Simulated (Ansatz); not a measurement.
## La: pressure and energy change per atom against volume scale

All results are calculated (Ansatz 0.2.0). Plane-wave DFT, scalar-relativistic PAW made under PBE with cores redone for the functional, no dispersion; the given relaxed cell is scaled uniformly, energy at zero smearing counts from the unscaled cell, pressure at the given Fermi-Dirac smearing is positive in compression.

The cell before it is scaled or strained (space group Im-3m, No. 229):
```
cell vectors (Å)
  -2.1669     2.1669     2.1669
   2.1669    -2.1669     2.1669
   2.1669     2.1669    -2.1669
atoms (fractions of the cell vectors)
La  0.00000  0.00000  0.00000
```

Settings of every row: spin polarised no; functional BLYP; wave cutoff 420 eV; smearing width 0.1 eV; k mesh 12x12x12.

Atom starting moment: 0 on all atoms.

Limits: the cell comes from a prototype or a list of computed structures and needn't be the stable phase.

| row | volume scale | V (Å³/atom) | pressure (GPa) | energy change per atom (meV) |
| --- | --- | --- | --- | --- |
| 1 | 0.88 | 35.815 | 3.9 | 52.02 |
| 2 | 0.92 | 37.442 | 2.39 | 20.96 |
| 3 | 0.96 | 39.07 | 1.09 | 4.26 |
| 4 | 1.04 | 42.326 | ? | ? |
| 5 | 1.08 | 43.954 | -1.76 | 21.73 |
| 6 | 1.12 | 45.582 | -2.43 | 44.67 |

Question: what pressure and energy change per atom should row 4 give?

Worked fit of pressure. Take u = (V_r/V)^(2/3) − 1 with V_r = 39.07 Å³ an atom, which is twice the finite (Eulerian) strain; such expansions in the strain, on which the Birch-Murnaghan equation of state is built, carry the rest volume and the bulk modulus. The shown rows have u = 0.05971, 0.02878, 0, -0.07552, -0.09767. Least squares give pressure = 1.09 + 42.93 × u + 70 × u² GPa; a straight line predicts inner rows, each left out in turn, worse (root mean square 0.18 against 0.009 GPa). The rows lie off it by 0.00, 0.01, 0.00, -0.01, 0.01. The pressure vanishes at u = -0.0265, or V = 40.68 Å³ an atom, and there the bulk modulus at fixed shape and fractions is B = −V dP/dV = (2/3)(1 + u) dP/du = 25.4 GPa. The withheld row has u = -0.05197, so the fit gives 1.09 + 42.93 × (-0.05197) + 70 × (-0.05197)² = -0.95 GPa.

The calculation gave -0.97 GPa. The fit lies 0.02 GPa (0.32 % of the column's range) above it; its largest miss of a shown row is 0.01 GPa.

Worked fit of energy change per atom. Take u = (V_r/V)^(2/3) − 1 with V_r = 39.07 Å³ an atom, which is twice the finite (Eulerian) strain; such expansions in the strain, on which the Birch-Murnaghan equation of state is built, carry the rest volume and the bulk modulus. The shown rows have u = 0.05971, 0.02878, 0, -0.07552, -0.09767. Least squares give energy change per atom = 4.255 + 343.75 × u + 7714.4 × u² meV; a straight line predicts inner rows, each left out in turn, worse (root mean square 20 against 0.67 meV). The rows lie off it by -0.26, 0.42, 0.00, -0.56, 0.40 (root mean square 0.38 meV). The withheld row has u = -0.05197, so the fit gives 4.255 + 343.75 × (-0.05197) + 7714.4 × (-0.05197)² = 7.23 meV.

The calculation gave 6.37 meV. The fit lies 0.86 meV (14 % of the value, 1.8 % of the column's range) above it; its largest miss of a shown row is 0.56 meV.
